# Translation invariance of the kernel in the Talmi–Moshinsky reduction: image charges in a CdSe nanocrystal

## Statement

Let two charge distributions be Hermite Gaussians with exponents $p,q$ and centres $\mathbf P,\mathbf Q$. Set $\mathbf x_1=\sqrt p(\mathbf r_1-\mathbf P)$, $\mathbf x_2=\sqrt q(\mathbf r_2-\mathbf Q)$, $c=\cos\theta=\sqrt{q/(p+q)}$, $\sigma=\sin\theta$, $\mu=pq/(p+q)$, and

$$\mathbf s=c\,\mathbf x_1-\sigma\,\mathbf x_2=\sqrt\mu\,(\mathbf r_{12}-\mathbf P+\mathbf Q),\qquad \mathbf S=\sigma\,\mathbf x_1+c\,\mathbf x_2 .$$

$H_n$ are the Hermite polynomials of weight $e^{-x^2}$. $\mathbf S$ follows the exponent-weighted centre, which is the centre of mass only if $p/q=m_1/m_2$.

**A. Reduction.** For each Cartesian direction,
$$\int dS\,e^{-S^2}H_m(x_1)H_n(x_2)=\sqrt\pi\,c^m(-\sigma)^nH_{m+n}(s).$$
In spherical form only brackets with $N=L=0$ and $2n+l=2n_1+l_1+2n_2+l_2$ survive. This settles a two-particle integral only if the kernel depends on $\mathbf r_{12}$ alone.

**B. First correction.** A kernel term linear in $S$ picks up the bracket with one quantum in $S$:
$$\int dS\,e^{-S^2}S\,H_m(x_1)H_n(x_2)=\sqrt\pi\,c^{m-1}(-\sigma)^{n-1}\left(nc^2-m\sigma^2\right)H_{m+n-1}(s).$$

**C. Dielectric sphere.** For radius $R$, permittivities $\epsilon_1$ inside and $\epsilon_2$ outside, and both points inside, the kernel in units of $U=e^2/4\pi\epsilon_0\epsilon_1$ is
$$G=\frac1{r_{12}}+\sum_{\ell\ge0}\alpha_\ell\frac{r_1^\ell r_2^\ell}{R^{2\ell+1}}P_\ell(\cos\gamma),\qquad \alpha_\ell=\frac{(\ell+1)(\epsilon_1-\epsilon_2)}{\ell\epsilon_1+(\ell+1)\epsilon_2},$$
with $\gamma$ the angle between $\mathbf r_1$ and $\mathbf r_2$. The electron–hole interaction is $-UG$. For oscillator envelopes centred in the sphere, the image term changes the dipole integral $K=(sp_z|sp_z)$ and the quadrupole integral $D=(sd_{xy}|sd_{xy})$, electron left and hole right, by the fractions
$$\frac{K_1}{K_0}=\frac{3\sqrt\pi}{4}\frac{\alpha_1}{(\mu R^2)^{3/2}},\qquad \frac{D_2}{D_0}=\frac{15\sqrt\pi}{8}\frac{\alpha_2}{(\mu R^2)^{5/2}} .$$
The $N=L=0$ bracket carries only the share $\tfrac12\sin^22\theta$ of $K_1$. One-body terms can restore invariance at $\ell=1$, but not at $\ell=2$.

## Proof of A and B: where the assumption enters

The rotation is orthogonal, so the weight $e^{-x_1^2-x_2^2}=e^{-s^2-S^2}$ and the volume element keep their form. With $\sum_nH_n(x)t^n/n!=e^{2xt-t^2}$, $x_1=cs+\sigma S$ and $x_2=-\sigma s+cS$,
$$e^{2x_1t_1-t_1^2+2x_2t_2-t_2^2}=e^{2sv-v^2}e^{2Su-u^2},\qquad v=ct_1-\sigma t_2,\quad u=\sigma t_1+ct_2 .$$
This step is an identity and needs nothing from the kernel. It conserves the total degree in $t$, which is the rule $2n+l+2N+L=2n_1+l_1+2n_2+l_2$.

The assumption enters at the next step, where the kernel is taken outside the $S$ integral. For a kernel factor $S^k$ that integral is $\int S^ke^{-(S-u)^2}dS$, equal to $\sqrt\pi$, $\sqrt\pi\,u$ and $\sqrt\pi(u^2+\tfrac12)$ for $k=0,1,2$. For $k=0$ the result does not depend on $u$, every centre function above $N=L=0$ drops out, and the coefficient of $t_1^mt_2^n/m!\,n!$ in $e^{2sv-v^2}$ gives A. For $k=1$ the factor $u$ supplies one power of $t_1$ or $t_2$, and the coefficient becomes $m\sigma c^{m-1}(-\sigma)^n+nc^{m+1}(-\sigma)^{n-1}$ times $H_{m+n-1}(s)$, which is B. A kernel of degree $k$ in $\mathbf S$ reaches brackets with $2N+L\le k$.

## Proof of C

**Kernel.** Near the surface, $r_1>r_2$, the $\ell$th radial part is $r_2^\ell/r_1^{\ell+1}+\alpha_\ell r_1^\ell r_2^\ell/R^{2\ell+1}$ inside and $B_\ell r_2^\ell/r_1^{\ell+1}$ outside. Continuity of the potential gives $B_\ell=1+\alpha_\ell$. Continuity of the normal displacement gives $\epsilon_1[\ell\alpha_\ell-(\ell+1)]=-\epsilon_2(\ell+1)(1+\alpha_\ell)$, which fixes $\alpha_\ell$. The $\ell=0$ term is a constant and obeys A trivially.

**Bare integrals.** Take $\mathbf P=\mathbf Q=0$, $\phi_s=(p/\pi)^{3/4}e^{-pr^2/2}$, $\phi_{p_z}=\sqrt{2p}\,z\,\phi_s$, $\phi_{d_{xy}}=2p\,xy\,\phi_s$, and $q$ in place of $p$ for the hole. Then $\phi_s\phi_{p_z}=2^{-1/2}H_1(x_z)\phi_s^2$ and $\phi_s\phi_{d_{xy}}=\tfrac12H_1(x_x)H_1(x_y)\phi_s^2$. Brackets $\langle\ \rangle$ denote averages over normalised Gaussian weights, so $\langle1/s\rangle=\langle s\rangle=2/\sqrt\pi$ and $\langle s^3\rangle=4/\sqrt\pi$. With $1/r_{12}=\sqrt\mu/s$, rule A gives
$$J_0=(ss|ss)=2U\sqrt{\mu/\pi},$$
$$K_0=-\tfrac12c\sigma U\sqrt\mu\left\langle\tfrac43s-\tfrac2s\right\rangle=\tfrac13c\sigma J_0,$$
$$D_0=\tfrac14c^2\sigma^2U\sqrt\mu\left\langle\tfrac{16}{15}s^3-\tfrac{16}{3}s+\tfrac4s\right\rangle=\tfrac15c^2\sigma^2J_0 .$$

**Dipole image.** By angular orthogonality only $\ell=1$ acts on $K$. Kernel and density rotate as
$$\sqrt{pq}\;\mathbf r_1\!\cdot\mathbf r_2=-c\sigma s^2+(c^2-\sigma^2)\,\mathbf s\cdot\mathbf S+c\sigma S^2,$$
$$H_1(x_{1z})H_1(x_{2z})=-c\sigma H_2(s_z)+(c^2-\sigma^2)H_1(s_z)H_1(S_z)+c\sigma H_2(S_z).$$
Since $\langle s^2H_2(s_z)\rangle=2$, $\langle s_zH_1(s_z)\rangle=1$ and cross terms vanish, the product averages to
$$\underbrace{2c^2\sigma^2}_{N=0,\,L=0}+\underbrace{(c^2-\sigma^2)^2}_{N=0,\,L=1}+\underbrace{2c^2\sigma^2}_{N=1,\,L=0}=\tfrac12\sin^22\theta+\cos^22\theta+\tfrac12\sin^22\theta=1 .$$
The middle term is rule B with $m=n=1$. It vanishes for $p=q$, so unequal exponents switch it on. Hence $K_1=U\alpha_1/(2R^3\sqrt{pq})$, the product of the transition dipoles $1/\sqrt{2p}$ and $1/\sqrt{2q}$ times $U\alpha_1/R^3$. With $c\sigma\sqrt{pq}=\mu$ the ratio in C follows.

**Repair at $\ell=1$.** Write $\mathbf r_1\!\cdot\mathbf r_2=\tfrac12(r_1^2+r_2^2-r_{12}^2)$. The one-body pieces multiply the overlap $\langle s|p_z\rangle=0$ of the other carrier. The rest is invariant, and A gives $-\tfrac12\cdot\tfrac12(-c\sigma)\cdot2/\mu=1/(2\sqrt{pq})$, the full result. For a neutral pair the self-image energies $\tfrac12U\alpha_\ell r_i^{2\ell}/R^{2\ell+1}$ perform this completion physically. They cancel the $\ell=0$ term and turn $\ell=1$ into $U\alpha_1r_{12}^2/2R^3$, because the dipole of a neutral pair does not depend on the origin.

**Failure at $\ell=2$.** If a kernel equals $f(\mathbf r_1)+g(\mathbf r_2)+h(\mathbf r_{12})$, its mixed derivative $\partial_{X_1}\partial_{Y_2}$, with $X,Y$ Cartesian components of $\mathbf r$, is unchanged by a common shift. For $r_1^2r_2^2P_2=\tfrac32(\mathbf r_1\!\cdot\mathbf r_2)^2-\tfrac12r_1^2r_2^2$ that derivative is $3Y_1X_2-2X_1Y_2$, which does change. Brackets up to $2N+L=4$ enter. Their sum is obtained directly, since the kernel separates: its only part odd in all four of $X_1,Y_1,X_2,Y_2$ is $3X_1Y_1X_2Y_2$, and $\langle s|XY|d_{xy}\rangle=1/2p$, so $D_2=3U\alpha_2/(4pqR^5)$. With $pq\,c^2\sigma^2=\mu^2$ the second ratio follows.

## Size in a CdSe nanocrystal

The model is a sphere of assumed radius $R=2.5$ nm in silica, with isotropic single-band envelopes. Inside, $\epsilon_1=6.1$, the compiled bulk high-frequency value (Rakita 2019). Outside, $\epsilon_2=2.1$, typical of silica at optical frequencies. The masses are the typical $m_e=0.13\,m_0$ and $m_h=0.45\,m_0$. Then $U=236$ meV nm, $\alpha_0=1.90$, $\alpha_1=0.777$, $\alpha_2=0.649$. The electron exponent $p=0.85$ nm$^{-2}$ is chosen so that $\langle r^2\rangle=3/2p$ matches the hard-wall ground state, $(\tfrac13-\tfrac1{2\pi^2})R^2=0.283R^2$. Three hole exponents span the plausible range: $q=p$ (equal widths, as for a hard wall), $q/p=\sqrt{m_h/m_e}$ (common parabolic potential), and $q/p=m_h/m_e$ (common frequency). The oscillator spacings $\hbar^2p/m_e=0.50$ eV and $\hbar^2q/m_h\ge0.14$ eV exceed the typical optical-phonon energy of about 26 meV, which is why the high-frequency permittivity is used.

| | equal widths | common potential | common frequency |
|---|---|---|---|
| $q/p$ | 1 | 1.86 | 3.46 |
| $\cos^2\theta$ | 0.500 | 0.650 | 0.776 |
| $\mu R^2$ | 2.66 | 3.46 | 4.12 |
| $J_0$ (meV) | 174 | 198 | 216 |
| $K_0$ (meV) | 28.9 | 31.5 | 30.1 |
| $K_1$ (meV) | 6.9 | 5.1 | 3.7 |
| $K_1/K_0$ | 0.24 | 0.16 | 0.12 |
| share of $N=L=0$ | 0.500 | 0.455 | 0.348 |
| share of $L=1$ | 0 | 0.090 | 0.304 |
| $D_0$ (meV) | 8.7 | 9.0 | 7.5 |
| $D_2$ (meV) | 1.6 | 0.9 | 0.5 |
| $D_2/D_0$ | 0.19 | 0.10 | 0.06 |

The share of $N=1,L=0$ equals that of $N=L=0$. In the common-potential case, keeping only $N=L=0$ on the kernel $\mathbf r_1\!\cdot\mathbf r_2$ loses 2.8 of the 5.1 meV.

The diagonal integral $(ss|ss)$ gains only the constant $U\alpha_0/R=180$ meV, which the monopole self-image energies cancel in a neutral pair. The higher self-image terms are one-body potentials, regarded here as part of the confinement that fixes $p$ and $q$. The correction therefore shows in configuration mixing. The second-order energy from the three $1P_e1P_h$ configurations that couple to $1S_e1S_h$ goes as $K^2$ at fixed denominators, and it grows by $(1+K_1/K_0)^2$, a factor of 1.3 to 1.5 across the table.

**Gaussian tails.** With one carrier outside the sphere the image factor $r^\ell/R^{2\ell+1}$ becomes $1/r^{\ell+1}$, from $B_\ell-1=\alpha_\ell$. With $x=pR^2$ and $Q(a,x)=\Gamma(a,x)/\Gamma(a)$, the radial moment loses the fraction $Q(\ell+\tfrac32,x)-x^{\ell+1/2}e^{-x}/\Gamma(\ell+\tfrac32)=Q(\ell+\tfrac12,x)$. At $x=5.31$ this is 1.4 per cent of $K_1$ and 5.9 per cent of $D_2$ for the electron. For equal widths the hole doubles it, to 2.8 and 12 per cent, to first order in the tails. The last digit of the image entries is uncertain accordingly.

These numbers are the model's. Its electron spacing of 0.50 eV lies roughly 0.2 eV above the value of about 0.3 eV typical of CdSe crystals of this size, because band non-parabolicity and the finite barrier are missing. To the extent that the real electron envelope is wider, $\mu R^2$ is smaller and both ratios are larger than tabulated. Within the model, loss of translation invariance raises the dipole coupling by 12 to 24 per cent through a term that can be folded back into the relative coordinate, and the quadrupole coupling by 6 to 19 per cent through a term that cannot.